**Anion–molecule binding follows the binding site, not the charge transferred**

The table holds counterpoise-corrected interaction energies of six frozen anion–molecule pairs, their D3(BJ) corrections and Hirshfeld charge shifts, computed with PySCF at BP86/def2-SVPD on GFN2-xTB geometries, with one unrelaxed structure. The program tests |E| = E₀ exp(−x/b), where x is the contact distance minus a sum of rough covalent radii, against power laws in the electrons displaced and in the electrons transferred. The distance model reproduces the five fitted rows within about 10 % of the table values but inverts the two bonded rows and overestimates the unrelaxed Cl⁻/GeH₄ pair (25 against 7.15 kcal/mol). The power law in displaced electrons has exponent 2.15 and misses by up to a factor of 1.7, and that in transferred electrons by a factor of 4. The output also lists dispersion shares, angles that identify the binding sites and an order-of-magnitude induction estimate for F⁻/AlCl₃.

PySCF 2.14.0, BP86/def2-SVPD: counterpoise-corrected binding of an anion (first fragment, charge −1) to a neutral molecule, gas-phase singlets, with both fragments frozen in their pair geometry. The interaction energy excludes the D3(BJ) dispersion correction, which is to be added to it. Electrons to second fragment are from Hirshfeld partitioning, positive for a gain.

## Script

```python
# Table: counterpoise interaction energy of frozen anion + molecule pairs, D3(BJ) term and Hirshfeld
# charge shifts; PySCF, BP86/def2-SVPD. Tested: |E| = E0 exp(-x/b), x = contact distance minus
# covalent radius sum, against power laws in electrons displaced and in electrons transferred.
T = {
    'system': ['[F-].C[Al](C)Cl', '[OH-].[SiH3]N[SiH3]', '[Cl-].[SiH3][SiH3]', '[F-].Cl[Al](Cl)Cl', '[Cl-].[GeH4]', '[Br-].C[SiH3]'],
    'geometry_level': ['GFN2-xTB', 'GFN2-xTB', 'GFN2-xTB', 'GFN2-xTB', 'not relaxed', 'GFN2-xTB'],
    'atoms_in_first_fragment': ['1', '2', '1', '1', '1', '1'],
    'interaction_energy': [-102.19, -86.92, -13.32, -11.94, -7.15, -4.57],  # kcal/mol
    'dispersion_correction': [-1.18, -1.81, -3.13, -0.61, -2.09, -1.56],  # kcal/mol
    'electrons_to_second_fragment': [0.108, 0.291, 0.113, 0.128, 0.108, 0.024],  # e
    'electrons_displaced': [0.722, 0.896, 0.423, 0.412, 0.364, 0.191],  # e
}
import numpy as np
from scipy import constants as c
from scipy.stats import spearmanr
lab = ['F/Me2AlCl', 'OH/disilazane', 'Cl/Si2H6', 'F/AlCl3', 'Cl/GeH4', 'Br/MeSiH3']
E = -np.array(T['interaction_energy']); D = -np.array(T['dispersion_correction'])
q = np.array(T['electrons_to_second_fragment']); N = np.array(T['electrons_displaced'])
# further outputs of the same runs: contact pair, distance (A), final anion Hirshfeld charge (e)
pair = [('F', 'Al'), ('O', 'Si'), ('Cl', 'Si'), ('F', 'Cl'), ('Cl', 'Ge'), ('Br', 'H')]
d = np.array([1.701, 1.678, 2.768, 2.337, 2.644, 2.62])
qa = np.array([-0.358, -0.345 + 0.093, -0.623, -0.701, -0.645, -0.864])
# rough recalled covalent radii (A)
r = dict(F=0.57, O=0.66, Cl=1.0, Br=1.2, Al=1.2, Si=1.1, Ge=1.2, H=0.31)
x = d - np.array([r[a] + r[b] for a, b in pair])
ok = np.array([g != 'not relaxed' for g in T['geometry_level']])
tot = E + D; over = 1 + qa - q
print('Binding |E| in kcal/mol; table rounding 0.005 = %.2f %% of the smallest' % (0.5 / E.min()))
print('row: contact, d (A), x (A), |E|, |E+D3|, D3 share of total')
for i in range(6):
    print('%-13s %s-%s %.2f %+.2f %6.2f %6.2f %4.1f %%' % (lab[i], *pair[i], d[i], x[i], E[i], tot[i], 100 * D[i] / tot[i]))
print('weakest bond / strongest contact: %.1f (with D3 %.1f)' % (E[1] / E[2], tot[1] / tot[2]))
print('largest/smallest: |E| %.1f, D3 %.1f' % (E.max() / E.min(), D.max() / D.min()))
print('gaps: F/Me2AlCl - OH/disilazane %.2f, Cl/Si2H6 - F/AlCl3 %.2f kcal/mol' % (E[0] - E[1], E[2] - E[3]))
def fit(u, y, m):
    p = np.polyfit(u[m], np.log(y[m]), 1)
    return p, np.exp(np.polyval(p, u))
p1, m1 = fit(x, E, ok); p2, m2 = fit(np.log(N), E, ok); p3, m3 = fit(np.log(q), E, ok)
print('Fits on the five xTB rows; Cl/GeH4 (unrelaxed) only predicted')
print('distance: E0 = %.0f kcal/mol, b = %.2f A (b with D3 added %.2f A)' % (np.exp(p1[1]), -1 / p1[0], -1 / fit(x, tot, ok)[0][0]))
print('exponents: displaced %.2f (linear response 2), transferred %.2f' % (p2[0], p3[0]))
print('row: model |E| (error %) for distance | displaced | transferred')
for i in range(6):
    print('%-13s ' % lab[i] + ' | '.join('%5.1f (%+4.0f)' % (m[i], 100 * (m[i] / E[i] - 1)) for m in (m1, m2, m3)))
for n, m in (('distance', m1), ('displaced', m2), ('transferred', m3)):
    f = np.where(ok, np.abs(np.log(m / E)), 0); k = f.argmax()
    print('worst fitted row, %s: %s, factor %.2f' % (n, lab[k], np.exp(f[k])))
print('0.05 A error in a radius sum shifts the distance model by %.0f %%' % (100 * (np.exp(-0.05 * p1[0]) - 1)))
pw, mw = fit(x, E, ok & (x > 0.2))
print('three weak xTB rows only: b = %.2f A, gives %.0f and %.0f for the two bonds' % (-1 / pw[0], mw[0], mw[1]))
print('row: transferred, frozen-cloud share, 1 + final anion charge, displaced (e)')
for i in range(6):
    print('%-13s %.3f %.3f %.3f %.3f' % (lab[i], q[i], over[i], 1 + qa[i], N[i]))
rs = [spearmanr(E, v)[0] for v in (q, over, 1 + qa, N)]
print('rank correlation with |E|, same order: %.2f %.2f %.2f %.2f' % tuple(rs))
print('|E| ratio F/Me2AlCl to Cl/GeH4 at equal transfer: %.1f' % (E[0] / E[4]))
# geometries (A) and induced dipole (debye) from the same runs
def ang(o, a, b):
    u, v = np.subtract(a, o), np.subtract(b, o)
    return np.degrees(np.arccos(u @ v / np.linalg.norm(u) / np.linalg.norm(v)))
def asum(o, s):
    return ang(o, s[0], s[1]) + ang(o, s[1], s[2]) + ang(o, s[0], s[2])
print('angle sum at Al: Me2AlCl %.0f deg, AlCl3 %.0f deg' % (
    asum((-.31, 0, .11), [(-1.10, -1.68, -.74), (-1.09, 1.68, -.74), (1.79, 0, -.19)]),
    asum((.44, 0, 0), [(-1.59, 0, 0), (1.66, -1.69, 0), (1.67, 1.69, 0)])))
print('angle Cl-Si-H %.0f deg, Cl-Ge-H %.0f deg, axial H-Si-H in OH/disilazane %.0f deg' % (
    ang((.34, 1.2, 0), (-1.89, -.45, 0), (1.45, 2.23, 0)), ang((-.83, 0, 0), (1.81, 0, 0), (-2.42, .03, -.05)),
    ang((1.11, .37, -.27), (.55, -.69, -1.3), (1.64, 1.38, .78))))
R = 0.44 + 3.93; mu = 6.478 * 1e-21 / c.c
ind = 0.5 * mu * c.e / (4 * np.pi * c.epsilon_0 * (R * 1e-10) ** 2) * c.N_A / (1e3 * c.calorie)
print('F/AlCl3: F to Al %.2f A; half dipole x field ~ %.0f kcal/mol (order of magnitude only)' % (R, round(ind, -1)))
assert E[:2].min() > 5 * E[2:].max() and x[:2].max() < 0.1 < x[2:].min()
assert list(np.argsort(E)) == list(np.argsort(tot))
assert rs[3] > rs[0] and 1.5 < p2[0] < 3
assert m1[4] > 2 * E[4]
```

Output:

```
Binding |E| in kcal/mol; table rounding 0.005 = 0.11 % of the smallest
row: contact, d (A), x (A), |E|, |E+D3|, D3 share of total
F/Me2AlCl     F-Al 1.70 -0.07 102.19 103.37  1.1 %
OH/disilazane O-Si 1.68 -0.08  86.92  88.73  2.0 %
Cl/Si2H6      Cl-Si 2.77 +0.67  13.32  16.45 19.0 %
F/AlCl3       F-Cl 2.34 +0.77  11.94  12.55  4.9 %
Cl/GeH4       Cl-Ge 2.64 +0.44   7.15   9.24 22.6 %
Br/MeSiH3     Br-H 2.62 +1.11   4.57   6.13 25.4 %
weakest bond / strongest contact: 6.5 (with D3 5.4)
largest/smallest: |E| 22.4, D3 5.1
gaps: F/Me2AlCl - OH/disilazane 15.27, Cl/Si2H6 - F/AlCl3 1.38 kcal/mol
Fits on the five xTB rows; Cl/GeH4 (unrelaxed) only predicted
distance: E0 = 78 kcal/mol, b = 0.39 A (b with D3 added 0.43 A)
exponents: displaced 2.15 (linear response 2), transferred 1.11
row: model |E| (error %) for distance | displaced | transferred
F/Me2AlCl      92.5 (  -9) |  59.6 ( -42) |  24.6 ( -76)
OH/disilazane  95.6 ( +10) |  94.8 (  +9) |  73.8 ( -15)
Cl/Si2H6       14.2 (  +7) |  18.8 ( +42) |  25.8 ( +94)
F/AlCl3        11.1 (  -7) |  17.8 ( +49) |  29.7 (+149)
Cl/GeH4        25.1 (+252) |  13.6 ( +91) |  24.6 (+244)
Br/MeSiH3       4.6 (  +1) |   3.4 ( -25) |   4.6 (  +1)
worst fitted row, distance: F/Me2AlCl, factor 1.10
worst fitted row, displaced: F/Me2AlCl, factor 1.72
worst fitted row, transferred: F/Me2AlCl, factor 4.16
0.05 A error in a radius sum shifts the distance model by 14 %
three weak xTB rows only: b = 0.40 A, gives 91 and 94 for the two bonds
row: transferred, frozen-cloud share, 1 + final anion charge, displaced (e)
F/Me2AlCl     0.108 0.534 0.642 0.722
OH/disilazane 0.291 0.457 0.748 0.896
Cl/Si2H6      0.113 0.264 0.377 0.423
F/AlCl3       0.128 0.171 0.299 0.412
Cl/GeH4       0.108 0.247 0.355 0.364
Br/MeSiH3     0.024 0.112 0.136 0.191
rank correlation with |E|, same order: 0.49 0.94 0.89 0.94
|E| ratio F/Me2AlCl to Cl/GeH4 at equal transfer: 14.3
angle sum at Al: Me2AlCl 328 deg, AlCl3 360 deg
angle Cl-Si-H 174 deg, Cl-Ge-H 178 deg, axial H-Si-H in OH/disilazane 178 deg
F/AlCl3: F to Al 4.37 A; half dipole x field ~ 10 kcal/mol (order of magnitude only)
```
